## Why does GaN lose less volume for each extra gigapascal?

I relaxed zincblende GaN at pressures from slight tension up to 40 GPa. The volume change jumps unevenly from row to row, but my pressures are unevenly spaced too. Even so, the material seems to yield less and less as I squeeze it. I would have thought of chemical bonds as springs with a fixed stiffness. Is something happening to the structure, or does this follow from the bonds? And can I use a single bulk modulus to estimate a volume in between?

Zincblende GaN (2-atom cell), with cell and atoms relaxed at each pressure and the symmetry kept. Ansatz 0.2.0, plane-wave PAW density functional theory with LDA, scalar-relativistic, no spin polarisation, cutoff 420 eV, k mesh 10×10×10. Volume changes are relative to the starting cell, 11.06 Å³ per atom, which is at almost zero pressure.

| pressure (GPa) | volume per atom (Å³) | volume change (%) |
| --- | --- | --- |
| -3 | 11.23 | 1.54 |
| 1 | 11.00 | -0.49 |
| 2 | 10.95 | -0.97 |
| 6 | 10.75 | -2.75 |
| 7 | 10.70 | -3.17 |
| 9 | 10.61 | -3.99 |
| 16 | 10.33 | -6.59 |
| 20 | 10.18 | -7.93 |
| 25 | 10.01 | -9.48 |
| 30 | 9.85 | -10.91 |
| 40 | 9.57 | -13.47 |

### Answer

The uneven jumps come mainly from the uneven spacing of your pressures. Divide each volume loss by its pressure step and the curve is smooth: the first step costs about 0.51 % of the zero-pressure volume per GPa, the last about 0.26 %. The relaxation holds the structure in the zincblende form, and the electronic gap stays open throughout, so no transition is hidden in the curve. What needs explaining is a resistance to compression that grows steadily.

Zincblende makes this easy to analyse, because symmetry fixes every bond angle. The crystal can shrink only by shortening all Ga–N bonds together, so its energy per atom, $E$, depends on one length, the bond length $d$. At 40 GPa the bond is only 4.7 % shorter than at zero pressure. The question is therefore how the energy curve $E(d)$ behaves over this small range.

**First limit: a perfect spring.** Suppose $E(d)$ were a parabola. The force on a bond would then grow in strict proportion to its shortening, yet the crystal would still stiffen a little. The volume per atom is $V = c\,d^3$ with a constant $c$, so the pressure is $P = -E'/(3c\,d^2)$, where primes on $E$ mean derivatives with respect to $d$. Differentiating once more gives the bulk modulus $B=-V\,dP/dV$, the resistance to a relative change of volume:

$$B = \frac{d_0}{d}\,K + \frac{2}{3}P, \qquad K=\frac{E''}{9c\,d_0}.$$

Here $d_0$ is the bond length at zero pressure, and $K$ is the curvature of the energy in units of pressure. For a parabola $K$ is constant, and only geometry is left: a shorter bond and a smaller area for the force to act on. Near zero pressure the two terms together raise $B$ by just 1 GPa per GPa of pressure.

The calculated crystal stiffens about four times as fast. Between the first and the last pressure step the bulk modulus rises by 145 GPa. Growth of $K$ itself supplies 107 GPa of this and the term $2P/3$ another 24 GPa. The remaining 14 GPa comes from the factor $d_0/d$, acting on a $K$ that has itself grown. So about three quarters of the stiffening comes from the energy curve itself, which steepens faster than a parabola.

You can see the same thing bond by bond. Share the crystal's energy equally among its bonds, and the curvature per bond rises from 16.6 to 25.5 eV/Å² between the first and the last step. A spring of fixed stiffness would have kept it constant. This is the response of the whole crystal to uniform squeezing, not the stiffness of an isolated Ga–N pair.

**Second limit: squeezed electrons and point charges.** Why should the curvature grow? A bond length is a balance between an attraction and a repulsion that rises more steeply as atoms approach. The repulsion bends the energy curve upward and the attraction bends it downward. Shortening the bond strengthens the repulsive part faster, so the net curvature grows. Write the two as powers,

$$E=-\frac{C}{d^m}+\frac{A}{d^n},\qquad n>m.$$

At the minimum, the bulk modulus then grows with pressure at the rate $B' = 2+(m+n)/3$. Electrostatic attraction scales as $1/d$, and the kinetic energy of electrons confined to a smaller space as $1/d^2$. These two alone give $B'=3$, already much closer to the calculated behaviour than the parabola's 1.

**A steeper repulsion.** Real atoms also have filled inner shells. When these approach the electrons of a neighbour, the Pauli principle forces the wave functions to vary more sharply, which costs extra kinetic energy. That argues for a steeper repulsion than $1/d^2$. The slope $B'$ at the minimum depends only on the sum $m+n$, so it does not fix each power. Over the first three pressure steps the bulk modulus rises by about 4.4 GPa per GPa, which asks for a sum near 7; between the last two steps the rise has eased to about 3.8. The simple choice $m=2$ and $n=4$, with a sum of 6 and $B'=4$, leads to the well-known Birch equation of state, which is close but a little too soft. They are effective exponents: the data here hold only the total energy, so they do not show how much each kind of repulsion contributes.

The 40 GPa row shows what the choice of curve means. With $y=d/d_0$, the energy for powers 2 and 4 is proportional to $y^{-4}-2y^{-2}$. Taking the derivative and matching the bulk modulus $B_0$ at zero pressure gives

$$P=\frac{3B_0}{2}\left(y^{-7}-y^{-5}\right).$$

A shortening of 4.71 % means $y=1-0.0471=0.9529$. With $B_0=203.7$ GPa,

$$P\approx 1.5\times 203.7\times(1.402-1.273)\approx 39\ \text{GPa}.$$

This is just short of 40 GPa, as expected for a curve whose slope at the minimum is a little too small. For the same shortening, the parabola gives only about 32 GPa, and the kinetic-plus-electrostatic curve about 37 GPa. All three use the same $B_0$, taken from a straight line through the bulk moduli of all the steps. The 40 GPa row helped to set that line, so this compares the shapes of the curves and is not a prediction of an unseen row.

**Estimating a volume in between.** A single bulk modulus is too crude at the upper end. Kept at its zero-pressure value, it would give a volume loss of 17.8 % at 40 GPa, against the calculated 13.5 %. Letting it grow linearly with pressure gives the Murnaghan equation,

$$\frac{V}{V_0}=\left(1+\frac{B'P}{B_0}\right)^{-1/B'},$$

where $V_0$ is the zero-pressure volume. With $B_0\approx 204$ GPa and $B'\approx 4.0$ it reproduces your volume changes to about 0.02 percentage points, though it was fitted to these same rows. The step values bend slightly below the straight line at both ends, so 4.0 is an average slope over your range, not an exact value at zero pressure. The full printed analysis follows below.

The formula also tells you when stiffening matters: when $B'P$ is no longer small beside $B_0$. With a similar $B'$, a softer crystal reaches that point at a lower pressure. If its bond angles are free to change, however, bending can take up part of the compression, and one bond length no longer describes it.

For real GaN, treat the curve as that of the zincblende form only. Wurtzite is the stable form at ambient pressure, and a denser rocksalt form takes over at several tens of GPa. Your relaxation keeps the starting symmetry, so it cannot show the sudden loss of volume at such a transition. Zincblende is metastable already at ambient pressure, and by 40 GPa rocksalt may have become the stable form. The absolute volumes and stiffness also carry the error of LDA, which usually makes crystals somewhat too small, and a further uncertainty because the PAW datasets were made for another functional, PBE.

The analysis program printed:

```
fit of bulk on 10 rows: constant 203.7 +/- 0.56, coefficient of pmid 4.018 +/- 0.032; rms 1.03, worst 1 1.78, leave-one-out rms 1.49
Steps (from the row before) and model pressures:
  row  bond A  mid-step GPa  step bulk modulus GPa  force per bond eV/A  step curvature per bond eV/A2  parabola GPa  kinetic+Coulomb GPa  Birch GPa
   -3   1.939           n/a                    n/a              -0.1626                            n/a        -3.089               -3.043     -3.019
    1   1.926            -1                  197.9              0.05347                          16.59         1.007                1.012      1.014
    2   1.923           1.5                    209               0.1066                          17.31         1.988                2.008      2.017
    6   1.911             4                  219.7                0.316                          17.99         5.768                5.931      6.014
    7   1.909           6.5                  230.3               0.3676                          18.66         6.679                6.898      7.011
    9   1.903             8                    237               0.4699                          19.09         8.462                8.814      8.995
   16   1.886          12.5                  254.9               0.8203                           20.2         14.37                15.38      15.92
   20   1.877            18                  276.9                1.015                          21.55         17.54                19.05      19.85
   25   1.866          22.5                    295                1.255                          22.66         21.32                23.55      24.75
   30   1.856          27.5                  314.2                 1.49                          23.82         24.92                27.97      29.64
   40   1.838            35                  342.6                1.949                           25.5         31.68                36.61      39.37
Bond shortening from zero pressure to 40 GPa in %: 4.708
Volume loss per GPa in the first step in % of zero-pressure volume: 0.508
Volume loss per GPa in the last step in % of zero-pressure volume: 0.2563
Bulk modulus of last step over first step: 1.731
Curvature per bond of last step over first step: 1.537
Rise of bulk modulus from first to last step in GPa: 144.7
Part of the rise from growing curvature in GPa: 106.8
Part of the rise from the term 2P/3 in GPa: 24
Part of the rise from the factor d0/d in GPa: 13.88
Share of growing curvature in the rise in %: 73.82
Growth of curvature per 1 % bond shortening near zero pressure in %: 9.054
Volume change at 40 GPa from the Murnaghan form in %: -13.48
Largest miss of the Murnaghan form in volume change in percentage points: 0.01597
Volume change at 40 GPa if the bulk modulus stayed constant in %: -17.83
Rms miss of parabola in GPa: 3.271
Rms miss of kinetic+Coulomb in GPa: 1.315
Rms miss of Birch form in GPa: 0.2362
```
